A k mesh that is too coarse for metallic TePd can give a believable pressure and a badly wrong energy in the same run. On the 3x3x2 mesh the pressure lies within 10% of the value on the reference mesh, while the energy is 92 meV per atom too high. The pressure looks sound for two reasons: it averages over directions whose errors oppose each other, and it is blind to any energy error that stays the same when the volume changes.

TePd in a fixed 4-atom cell, computed with Ansatz 0.2.0 using r2SCAN, plane waves and PAW, scalar-relativistic and without spin polarization. The cutoff is 500 eV, the Gaussian smearing 0.1 eV, and the k meshes are Gamma-centred, with 15x15x8 as the reference. Energies are extrapolated to zero smearing, and pressure is positive in compression.

| k mesh | energy less reference (meV per atom) | pressure less reference (GPa) | pressure (GPa) |
| --- | --- | --- | --- |
| 3x3x1 | -44.55 | -0.561 | 2.343 |
| 3x3x2 | 91.79 | -0.271 | 2.633 |
| 6x6x4 | 6.16 | -0.100 | 2.804 |
| 9x9x6 | 0.22 | -0.070 | 2.834 |
| 12x12x8 | 0.30 | 0.034 | 2.938 |

(The cell is of the NiAs type: each Pd atom has six Te neighbours, and two other Pd atoms lie nearly as close along c.)

The electrons of a crystal are waves, and each wave vector k fixes how the phase of a wave changes from one cell to the next. The energy per cell is an average over all such vectors, which the calculation replaces by a sum over a mesh. If the energies of the states hardly depended on k, a single point would do. If they vary but every band is either full or empty, the quantity to be averaged is smooth and a modest mesh is enough. In a metal such as this one, bands cross the Fermi level, so states switch from filled to empty within the region being sampled, and a few points with large weights misjudge how many electrons each band holds.

The coarsest mesh is close to a limiting case. With one division along c, 3x3x1 contains only waves that repeat unchanged from cell to cell in that direction. The 3x3x2 mesh keeps those points and adds waves that change sign from each cell to the next. This single change raises the energy by 136 meV per atom, from well below the reference to well above it.

The low energy of 3x3x1 is therefore no sign of a better description. Enlarging a basis set gives the electrons more freedom and can only lower the energy, but adding mesh points changes which states enter an average, and an average can move either way. The Fermi level on 3x3x1 lies about 0.5 eV below that of the reference, which fits the picture of wrongly filled bands. Filling need not be the whole error, since a single division along c can misjudge the energy even of a full band that varies in that direction.

The pressure gives a much weaker warning, because it is the mean of three stresses, one along c and two equal ones across it. On 3x3x1 the stress along c is 3.7 GPa too high and each of the other two is 2.7 GPa too low, yet the mean is off by only 0.56 GPa. On 3x3x2 the signs are reversed and the errors again partly cancel. A relaxation of the cell shape on either mesh would start from seriously wrong forces on the cell edges, even though the pressure seems acceptable.

The second reason follows from the definition of pressure. Let $\delta E$ be the energy error per atom, $\delta P$ the pressure error and $V$ the volume per atom. Pressure is minus the slope of energy against volume (strictly of the free energy with smearing, whose error on 3x3x2 is 87 meV per atom), so for a small change of volume $\Delta V$ at a fixed number of divisions

$$\Delta(\delta E) \approx -\,\delta P\,\Delta V .$$

For 3x3x2, $\delta P$ is −0.271 GPa and $V$ is 21.17 Å³. Compression by 1% means $\Delta V = -0.01\,V$, and 1 eV/Å³ is about 160 GPa, so the energy error changes by $-0.271 \times 0.01 \times 21.17/160$ eV, or about −0.4 meV per atom. Nearly all of the 92 meV would survive the compression, and the pressure cannot see it. The estimate holds for small, uniform changes of volume; over larger ones, bands may shift through the Fermi level and alter the slope.

The failure can be recognised without a very dense reference. Change the divisions along one axis and compare the energy and the separate stresses, not the pressure alone. Between 3x3x1 and 3x3x2 the pressure moves by only 0.29 GPa, but the stress along c minus that across it swings from +6.5 to −2.1 GPa. The forces on the atoms give no such alarm here, since symmetry makes them zero on every mesh.

On the denser meshes the energy can be the quantity that hides a change. From 9x9x6 to 12x12x8 it changes by less than 0.1 meV per atom, too little to rank the two, while the pressure still shifts by about 0.1 GPa. Both energies differ more from the reference, by 0.2 to 0.3 meV per atom, than from each other, so their close agreement does not measure the error that remains. A slope can keep moving while the value itself hardly changes, so a mesh that is good enough for energies may still be too coarse for stresses.

The reference has its own blind spot: like 12x12x8, it has eight divisions along c. Comparing these two tests the mesh across c only, and an error from the spacing of the points along c would be largely common to both. The pressure of about 2.9 GPa, by contrast, persists on the dense meshes and belongs mainly to the chosen cell, which is somewhat compressed at this level of theory. The output that follows lists the stresses and the volume estimate for each mesh.

The analysis program printed:

```
Spacing of mesh points (1/angstrom):
      row  in plane  along c
    3x3x1    0.5825    1.108
    3x3x2    0.5825   0.5539
    6x6x4    0.2912   0.2769
    9x9x6    0.1942   0.1846
  12x12x8    0.1456   0.1385
Stress less reference (GPa), last column the stress itself:
      row  across c   along c  along c less across c
    3x3x1    -2.687     3.693                  6.506
    3x3x2    0.4678    -1.749                  -2.09
    6x6x4   -0.1105  -0.07729                 0.1602
    9x9x6  -0.04904    -0.111                0.06506
  12x12x8  0.002703   0.09865                 0.2229
Fermi energy in eV, the rest in meV per atom:
      row  Fermi energy less reference  free energy less reference  smearing correction less reference  change of energy error on 1 percent compression
    3x3x1                      -0.5222                       -46.8                               2.244                                          -0.7413
    3x3x2                      -0.1277                       87.05                               4.746                                          -0.3581
    6x6x4                     -0.06083                        5.25                              0.9183                                          -0.1321
    9x9x6                     -0.01369                       0.125                             0.09113                                          -0.0925
  12x12x8                      0.00163                       0.075                              0.2496                                          0.04493
Reference mesh, spacing in plane (1/angstrom): 0.1165
Reference mesh, spacing along c (1/angstrom): 0.1385
Reference stress along c less across c (GPa): 0.127
Reference pressure (GPa): 2.904
Energy rise from 3x3x1 to 3x3x2 (meV per atom): 136.3
Pressure rise from 3x3x1 to 3x3x2 (GPa): 0.29
Energy error of 3x3x2 over that of 6x6x4: 14.9
Pressure error of 3x3x2 over that of 6x6x4: 2.71
Energy change from 9x9x6 to 12x12x8 (meV per atom): 0.08
Pressure change from 9x9x6 to 12x12x8 (GPa): 0.104
Pressure error of 3x3x2 in percent of the reference pressure: -9.332
Error of stress along c on 3x3x2 in percent of its reference: -58.52
```
